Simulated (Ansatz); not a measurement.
# A series in volume scale on ZnIn3

All results are calculated (Ansatz 0.2.0). Free energy against uniform scaling of the volume at fixed shape and fractions; periodic cell, basis, potentials, k mesh and filling as listed.

The cell before it is scaled or strained (space group I4/mmm, No. 139):
```
cell vectors (Å)
  -2.2686     2.2686     4.8503
   2.2686    -2.2686     4.8503
   2.2686     2.2686    -4.8503
atoms (fractions of the cell vectors)
Zn  0.00000  0.00000  0.00000
In  0.75000  0.25000  0.50000
In  0.25000  0.75000  0.50000
In  0.50000  0.50000  0.00000
```

Settings of every row: functional PBEsol; dispersion none; potentials PAW; wave cutoff 500 eV; density cutoff 2000 eV; k mesh 7x7x7; k shift 0x0x0; occupations fermi dirac; smearing width 0.1 eV; spin none; SCF threshold exponent -10.

Limits: coarse k mesh, up to 40 meV an atom off; minimum outside the range; the cell comes from a prototype or a list of computed structures and needn't be the stable phase.

```
row  volume scale  V (Å³/atom)  energy above lowest point (meV/atom)
  1        0.9406        23.48                                     0
  2        0.9703       24.221                                   7.6
  3             1       24.962                                     ?
  4        1.0297       25.704                                  37.1
  5        1.0594       26.445                                  57.4
```

Question: what energy above lowest point should row 3 give?

Worked fit of energy above lowest point. Take u = (V_r/V)^(2/3) − 1 with V_r = 24.962 Å³ an atom, which is twice the finite (Eulerian) strain; such expansions in the strain, on which the Birch-Murnaghan equation of state is built, carry the rest volume and the bulk modulus. The shown rows have u = 0.04165, 0.02029, -0.01934, -0.03774. Least squares give energy above lowest point = 20.23 − 748.2 × u + 6288 × u² meV/atom; a straight line predicts inner rows, each left out in turn, worse (root mean square 5.7 against 0.11 meV/atom). All shown rows lie on it to the printed digit. The withheld row has u = 0, so the fit gives 20.23 − 748.2 × (0) + 6288 × (0)² = 20.2 meV/atom.

The calculation gave 20.3 meV/atom. The fit lies 0.1 meV/atom (0.17 % of the column's range) below it, one unit of the last digit.
